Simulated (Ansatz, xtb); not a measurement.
Two isomers of C4H14Si2

Structure a: `CCC[SiH2]C[SiH3]`, a singlet. Structure b: `CC(C)[SiH2]C[SiH3]`, a singlet. Both are isolated molecules in the gas phase, relaxed with r2SCAN-D4/def2-SVP, each in the lowest conformer that the search found.

Quicker runs give these differences E(b) − E(a): GFN2-xTB +0.96 kJ/mol; HF/STO-3G +8.06 kJ/mol (at GFN2-xTB geometries); r2SCAN-D4/def2-SVP//GFN2-xTB +4.62 kJ/mol.

Task: Estimate E(b) − E(a) at the level CCSD(T)/def2-SVP + ΔMP2/def2-TZVPP.

Result: Too close to call at this level: CCSD(T)/def2-SVP + ΔMP2/def2-TZVPP gives E(b) − E(a) = +3.20 kJ/mol.

The same difference at several levels:

```tsv
level	geometry	E(b) − E(a) (kJ/mol)	departure from the last row (kJ/mol)	job, with rough time for the two
GFN2-xTB	GFN2-xTB	+0.96	−2.25	optimisation, 0.38 s
HF/STO-3G	GFN2-xTB	+8.06	+4.85	single point, 0.46 s
r2SCAN-D4/def2-SVP//GFN2-xTB	GFN2-xTB	+4.62	+1.41	single point, 5.3 s
r2SCAN-D4/def2-SVP	r2SCAN-D4/def2-SVP	+4.00	+0.80	optimisation, 59 s
HF/def2-SVP	r2SCAN-D4/def2-SVP	+8.91	+5.71	part of the CCSD(T) run
MP2/def2-SVP	r2SCAN-D4/def2-SVP	+2.87	−0.34	part of the CCSD(T) run
CCSD(T)/def2-SVP	r2SCAN-D4/def2-SVP	+3.48	+0.27	single point
CCSD(T)/def2-SVP + ΔMP2/def2-TZVPP	r2SCAN-D4/def2-SVP	+3.20		single point, 1.9 min
```

As drawn, both hold the same kinds of bond in the same numbers. Structure a has 1 methyl group, b 2.

The largest departure from CCSD(T)/def2-SVP + ΔMP2/def2-TZVPP is that of HF/def2-SVP, 5.71 kJ/mol. The last row adds to CCSD(T) the change of the MP2 difference between the two basis sets, here −0.27 kJ/mol.

With thermal terms from frequencies at re-optimised GFN2-xTB minima (ideal gas, soft modes damped towards free rotors, one conformer each, 298.15 K, 1 atm): the zero-point term adds −0.35 kJ/mol; ΔH is +3.00 and ΔG +3.95 kJ/mol.

The correlated steps freeze 14 core orbitals. Programs: Ansatz 0.2.0, xtb 6.7.1; the last row on 4 threads of Arm Neoverse V1 on a shared host.

Every level puts the n-propyl isomer a slightly below the isopropyl isomer b, but the final gap of +3.20 kJ/mol supports a leaning rather than a firm order. With bond types matched, what remains is the effect of moving silicon from a primary to a secondary carbon. In alkanes branching is usually stabilising. Here that gain is probably offset because silicon is electropositive and leaves negative charge on the attached carbon, which an extra alkyl group accommodates poorly; crowding around the secondary carbon may add to this.

Electron correlation works in favour of the branched form, cutting the gap from +8.91 kJ/mol in HF/def2-SVP to +3.48 kJ/mol in CCSD(T)/def2-SVP. This fits the additional 1,3-contact between heavy atoms in b, whose medium-range attraction Hartree–Fock lacks. The free-energy difference exceeds the enthalpy difference, as expected if the straight chain has softer torsions. Populating further conformers would probably favour the more flexible propyl chain again, so the equilibrium ratio of the isomers isn't settled by these values.
